Where a moment–energy curve turns stiff in zincblende WSe

A simulation of magnetic fluctuations needs the energy of the material at many values of the moment. The practical decision is whether a short polynomial, set by two computed points, can supply them. For WSe it would serve as a rough guide up to the lowest point of the curve, but it fails badly beyond it.

Zincblende WSe (2 atoms per cell, a = 5.678 Å) at fixed cell, atoms and total moment, computed with Ansatz 0.2.0: scalar-relativistic PBE, plane-wave PAW, collinear spin, 420 eV cutoff, 12×12×12 k mesh, Gaussian smearing of 0.1 eV. Energies are extrapolated to zero smearing and count from the lowest computed point; pressure is positive in compression.

```
held cell moment (μB)  energy above lowest (meV/atom)  pressure (GPa)  largest site moment (μB)
                    0                            13.1           -1.82                      0.00
                 0.25                            12.9           -1.73                      0.16
                  0.5                            11.5           -1.47                      0.33
                 0.75                             8.6           -1.07                      0.48
                    1                             4.1           -0.58                      0.64
                 1.25                             0.0           -0.07                      0.78
                  1.5                             9.4            0.55                      0.91
                 1.75                            48.2            1.55                      1.04
                    2                           103.1            2.87                      1.18
```

Each row imposes a held cell moment M, the surplus of spin-up over spin-down electrons in units of μB. The energy falls by 13.1 meV/atom from M = 0 to the lowest computed point at 1.25 μB. It then climbs steeply, and the last three rows are the ones that break the simple pattern.

The simple pattern is the Landau expansion. With no applied field, reversing the moment leaves the energy unchanged, so only even powers of M appear. Keeping M² and M⁴, and setting the energy to zero at its minimum M₀, gives

E(M) = E(0) [(M/M₀)² − 1]²

Here E(0) = 13.1 meV/atom and M₀ = 1.25 μB come from two rows of the table.

The row at 1.75 μB took no part in fixing these constants, so it can test them. The ratio M/M₀ is 1.4, its square is 1.96, and the bracket squared is 0.92. The formula therefore predicts about 12 meV/atom, whereas the calculation gives 48.2, four times as much. Moving the minimum to 1.20 μB, where a parabola through the lowest point and its two neighbours in M puts it (the output calls these the three lowest points), still leaves a factor of about three. Inside the well the formula is too low by up to 3.2 meV/atom, about a quarter of the depth. The printed output after this text compares it with every row.

To see what the steep rise means, follow one electron. Taking it from the highest filled spin-down level to the lowest empty spin-up level raises M by 2 μB. Twice the slope of the cell energy is therefore the distance D between the two Fermi levels, up less down. With two atoms in the cell, the step from 1.5 to 1.75 μB gives

D = 2 × 2 × (48.2 − 9.4) meV / 0.25 ≈ 620 meV

One step earlier D is only about 150 meV. The next electron to be turned over has suddenly become expensive.

Two effects set how fast D grows. As M rises, electrons must enter higher spin-up levels and leave deeper spin-down levels, which pushes the Fermi levels apart. Exchange, the energy gained when electrons share a spin direction, pulls them back together. In the Stoner picture the balance is

dD/dM = ½ (1/N↑ + 1/N↓) − I

where N↑ and N↓ count the states per eV at each Fermi level and I is the strength of exchange.

Consider first the limit of many states. Each added electron then finds room close by, the first term is small, and exchange wins. At M = 0 the two spins are alike, and the condition for this is the Stoner criterion, I × N > 1, with N for one spin. The energies show this regime up to about 1 μB: D is slightly negative there and becomes more so with each step. The first step, only 0.2 meV/atom, is too small to carry the argument alone.

In the opposite limit one spin has no states at its Fermi level. The first term then diverges and D jumps at a fixed moment. Such a gap requires a whole number of electrons in that spin, but at 1.5 μB the 30 electrons treated explicitly in each cell divide into 15.75 and 14.25. The break thus points to a region where states are sparse but not absent. If I changes little with M, as the Stoner picture assumes, at least one spin must enter such a region near 1.5 μB.

The same runs offer partial support. The smearing term in their energy measures how many states of both spins lie near the Fermi levels. It first rises by 17 % from 0 to 0.75 μB, then falls by 27 % between 0.75 and 1.25 μB. The supply is therefore already shrinking before the steep rise. It drops another 14 % to its lowest value at 1.5 μB, where D grows fastest, and recovers by only 8 % at 1.75 μB. The dip is modest beside the jump in D, but the term adds both spins, so a shortage in one can be partly hidden by the other. No density of states is available, so which spin and which orbitals are responsible remains open. The moment on tungsten grows evenly through the break, but this is expected when the total is imposed, and it cannot rule out a change in the orbitals that carry the moment.

For a related metal, the place to look is its density of states. A moment M transfers M/2 electrons from one spin to the other. Where that transfer brings either Fermi level into a sparse region, the energy should turn up sharply, and a quartic set only by the depth and position of the minimum can miss it. Adding an M⁶ term, fixed by one more point inside the well, helps only over a short range. With the row at 0.5 μB it gives about 48 meV/atom at 1.75 μB, the whole computed rise, but about 156 at 2 μB, where the calculation gives 103.1. The other rows inside the well make it overshoot at both moments.

The rise as far as 1.75 μB is therefore no proof of a sparse region by itself, since a smooth curve can follow it. What such a curve misses is the easing afterwards: D grows by 0.47 eV from one interval to the next around 1.5 μB, but by only 0.26 eV around 1.75 μB. That is what one would expect if the sparsest region has been passed.

Three limits matter for using these numbers. Spin–orbit coupling, which is strong in tungsten, is left out; it mixes the two spins and could shift or soften the break. The volume is also fixed, and the negative pressure at M = 0 indicates that the non-magnetic cell would shrink and lower its energy. The gain of 13.1 meV/atom would then be smaller. All nine runs carry a warning that self-consistency was loose for stresses, so the pressures are less certain than the energies. Finally, no run searched for a lower self-consistent state at its held moment, and the one at M = 0 began without moments on the atoms. A lower state at any row would change the shape of the curve, and one at M = 0 would make the well shallower.

Output of the analysis:

```
Fermi-level distance (up less down, from the row before to this row) and Landau quartic:
   row  distance eV  change from the interval before eV  quartic meV/atom  computed less quartic meV/atom
   0.0          n/a                                 n/a              13.1                               0
  0.25      -0.0032                                 n/a             12.07                           0.827
   0.5      -0.0224                             -0.0192             9.243                           2.257
  0.75      -0.0464                              -0.024             5.366                           3.234
   1.0       -0.072                             -0.0256             1.698                           2.402
  1.25      -0.0656                              0.0064                 0                               0
   1.5       0.1504                               0.216             2.536                           6.864
  1.75       0.6208                              0.4704             12.07                           36.13
   2.0       0.8784                              0.2576             31.88                           71.22
minimum of the parabola through the three lowest points, μB a cell: 1.201
computed energy over quartic at 1.5 μB: 3.706
computed energy over quartic at 1.75 μB: 3.992
computed energy over quartic at 2 μB: 3.234
the same at 1.75 μB with the minimum at the parabola's vertex: 2.915
the same at 2 μB with the minimum at the parabola's vertex: 2.502
smearing term at 0.75 μB over that at 0: 1.174
smearing term at 1.25 μB over that at 0.75: 0.7282
gain from 0 to 1.25 μB in free energy, meV/atom: 12.6
spin-up electrons a cell at 1.5 μB: 15.75
spin-up electrons a cell at 2 μB: 16
smallest pressure rise over moment squared, GPa/μB²: 1.053
largest pressure rise over moment squared, GPa/μB²: 1.44
smallest step of the largest site moment, μB: 0.13
largest step of the largest site moment, μB: 0.17
```
